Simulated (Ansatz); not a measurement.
**From the elastic tensor of GaSb to moduli and sound speeds**

Theory: DFT HSE06, scalar-relativistic, plane waves, PAW in Ansatz. Plane waves to 420 eV; Γ-centred k mesh 6×6×6; fixed occupations. No spin polarisation.

Symmetry: F-43m, No. 216, cubic system. Conventional cell: a = 6.139 Å, b = 6.139 Å, c = 6.139 Å, α = 90.00°, β = 90.00°, γ = 90.00°. Ga (site symmetry -43m) is surrounded by 4 Sb at 2.66 Å. Around Sb (site symmetry -43m) lie 4 Ga at 2.66 Å.

The cell is the ideal cubic zincblende prototype.

Relaxed-ion constants (GPa, on the Cartesian axes of the calculation):
C11 = 88.1, C12 = 36.8, C13 = 36.8, C22 = 88.1, C23 = 36.8, C33 = 88.1, C44 = 43.6, C55 = 43.6, C66 = 43.6 GPa; the others vanish.

Density 5.498 g/cm³; 2 atoms in 57.83 Å³.

The values that follow are for a polycrystal of randomly turned grains, by Hill's mean where one number stands.

With S = C⁻¹: B_V = (C11+C22+C33+2(C12+C13+C23))/9, G_V = (C11+C22+C33−C12−C13−C23+3(C44+C55+C66))/15, 1/B_R = S11+S22+S33+2(S12+S13+S23), 15/G_R = 4(S11+S22+S33−S12−S13−S23)+3(S44+S55+S66); Hill is their mean. Then v_l = √((B+4G/3)/ρ), v_t = √(G/ρ), v_m = [(2/v_t³+1/v_l³)/3]^(−1/3) and Θ = (ħ/k_B)·v_m·(6π²n/V)^(1/3) for n atoms in the volume V; E = 9BG/(3B+G), ν = (3B−2G)/(2(3B+G)) and A^U = 5G_V/G_R + B_V/B_R − 6.

| Item | Value |
| --- | --- |
| Bulk modulus, Voigt / Reuss / Hill | 53.9 / 53.9 / 53.9 GPa |
| Shear modulus, Voigt / Reuss / Hill | 36.4 / 34.1 / 35.2 GPa |
| Young's modulus | 87 GPa |
| Poisson ratio | 0.232 |
| Pugh ratio B/G | 1.53 |
| Universal anisotropy index | 0.35 |
| Longitudinal and transverse sound speeds | 4284 and 2532 m/s |
| Debye temperature from the mean sound speed | 272 K |

GaSb comes out as a moderately stiff crystal whose resistance to shear is large relative to its resistance to compression, as expected for directional sp³ bonds that oppose changes in bond angle as well as in length. C44 exceeds C12, a departure from the Cauchy relation that points to non-central forces and fits the modest Poisson ratio. The coincident Voigt and Reuss bulk moduli follow from cubic symmetry and don't indicate isotropy. The anisotropy lies in shear: C44 = 43.6 GPa is well above (C11−C12)/2, so the crystal is stiffest in tension along the ⟨111⟩ bond directions and most compliant along ⟨100⟩. The constants meet the Born criteria, which establishes stability against small homogeneous strains but not against phonons of finite wavevector. The Pugh ratio agrees with the known brittleness of the material, though it is only an empirical guide and says nothing direct about dislocation motion or cleavage. The Debye temperature reflects the long-wavelength acoustic branches and needn't match a calorimetric value at higher temperatures, where zone-boundary dispersion and optical modes matter.
